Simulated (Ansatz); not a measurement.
## A series in volume scale on ScPt

All results are calculated (Ansatz 0.2.0). Periodic Kohn-Sham DFT of a crystal at fixed atoms, scaled to volume_scale times the given cell; pressure positive in compression, energy less spherical unpolarised free atoms, largest_vzz the field gradient of largest size among the nuclei.

The cell before it is scaled or strained (space group Pm-3m, No. 221):
```
CELL_PARAMETERS angstrom
3.27000 0.00000 0.00000
0.00000 3.27000 0.00000
0.00000 0.00000 3.27000
ATOMIC_POSITIONS crystal
Sc 0.50000 0.50000 0.50000
Pt 0.00000 0.00000 0.00000
```

Settings of every row: method frozen-core PAW; functional LDA; relativity scalar; k mesh 10x10x10; filling fermi-dirac; smearing width 0.05 eV; wave cutoff 420 eV; paw set soft_2.

Atom start moment: 0 on all atoms.

Limits: PAW files made with PBE; no spin-orbit coupling on heavy atoms.

```
row  volume scale  V (Å³/atom)  pressure (GPa)
  1          0.94       16.434           4.302
  2          0.96       16.784           0.694
  3          0.98       17.133          -2.539
  4          0.99       17.308          -4.028
  5             1       17.483          -5.438
  6          1.01       17.658               ?
  7          1.02       17.833          -8.039
  8          1.04       18.182         -10.368
  9          1.06       18.532         -12.448
```

Question: what pressure should row 6 give?

Worked fit of pressure. Take u = (V_r/V)^(2/3) − 1 with V_r = 17.395 Å³ an atom, which is twice the finite (Eulerian) strain; such expansions in the strain, on which the Birch-Murnaghan equation of state is built, carry the rest volume and the bulk modulus. The shown rows have u = 0.03861, 0.02412, 0.01017, 0.00335, -0.00336, -0.01644, -0.02907, -0.04133. Least squares give pressure = −4.7393 + 210.559 × u + 597.03 × u² + 382 × u³ GPa; a parabola predicts inner rows, each left out in turn, worse (root mean square 0.0069 against 0.0038 GPa). The rows lie off it by 0.000, 0.002, -0.003, -0.001, 0.002, 0.002, -0.003, 0.001. The pressure vanishes at u = 0.0212, or V = 16.86 Å³ an atom, and there the bulk modulus at fixed shape and fractions is B = −V dP/dV = (2/3)(1 + u) dP/du = 161 GPa. The withheld row has u = -0.00995, so the fit gives −4.7393 + 210.559 × (-0.00995) + 597.03 × (-0.00995)² + 382 × (-0.00995)³ = -6.776 GPa.

The calculation gave -6.774 GPa. The fit lies 0.002 GPa (0.012 % of the column's range) below it; its largest miss of a shown row is 0.003 GPa.
